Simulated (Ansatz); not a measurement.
## Ligand exchange: GeH3(CH3) + GaH2I → GeH2(CH3)I + GaH3

Species: GeH3(CH3) (methyl germane), singlet; GaH2I `[GaH2][I]`, singlet; GeH2(CH3)I, singlet; GaH3 `[GaH3]`, singlet. The partners trade H for I: Ge–H and Ga–I bonds give way to Ge–I and Ga–H.

Shapes, held fixed at every level: PBE0-D4/def2-TZVP. Programs: Ansatz 0.2.0. The zero-point and thermal change to 298 K, harmonic and unscaled (PBE0-D4/def2-TZVP), is -2.8 kJ/mol.

Task: Estimate ΔH(298 K) of this reaction.

Result: The highest level, CCSD(T)/def2-TZVPP, gives ΔH(298 K) = +53.5 kJ/mol; the levels span +48.9 to +59.1. The column of differences is taken from that level and isn't an error. No measured value is set beside it here. For atoms past krypton def2 sets carry core potentials with scalar relativity. Relativity is left out for Ga, Ge. Outer-core shells of Ga, Ge, I are correlated in most correlated rows, in sets that cover them unevenly.

```tsv
level	kind	ΔH(298 K) (kJ/mol)	less CCSD(T)/def2-TZVPP
HF/def2-SVP	Hartree–Fock	+58.5	+5.0
HF/def2-TZVPP	Hartree–Fock	+54.9	+1.4
PBE-D4/def2-TZVPP	GGA	+50.9	-2.6
PBE0-D4/def2-TZVPP	global hybrid	+51.2	-2.3
wB97M-V/def2-TZVPP	range-separated hybrid	+48.9	-4.6
CCSD(T)/def2-SVP	coupled cluster or CI	+59.1	+5.6
CCSD(T)/def2-TZVPP	coupled cluster or CI	+53.5	0.0
```

Every level makes the exchange clearly endothermic, so iodine prefers gallium to germanium when hydride is the counter-ligand. The enthalpy reflects a difference between two exchange preferences, not the absolute strength of any one bond. Gallium is the more electropositive centre, which favours a polar Ga–I bond. Its formally empty p orbital can also accept iodine lone-pair density, an option largely missing at saturated germanium. Both effects probably contribute, but the energies alone don't separate them.

Hartree–Fock lies only 1.4 kJ/mol from CCSD(T) in the larger basis, which suggests that correlation contributions largely cancel when the number and broad type of bonds are conserved. Enlarging the basis lowers the coupled-cluster value by 5.6 kJ/mol, more than any functional's deviation from it in the larger basis. The sign is therefore secure, but the ranking of the functionals isn't, since further basis growth could move the reference towards them. The result applies to monomers; hydride or iodide bridging between gallium centres could shift the balance in a real mixture.
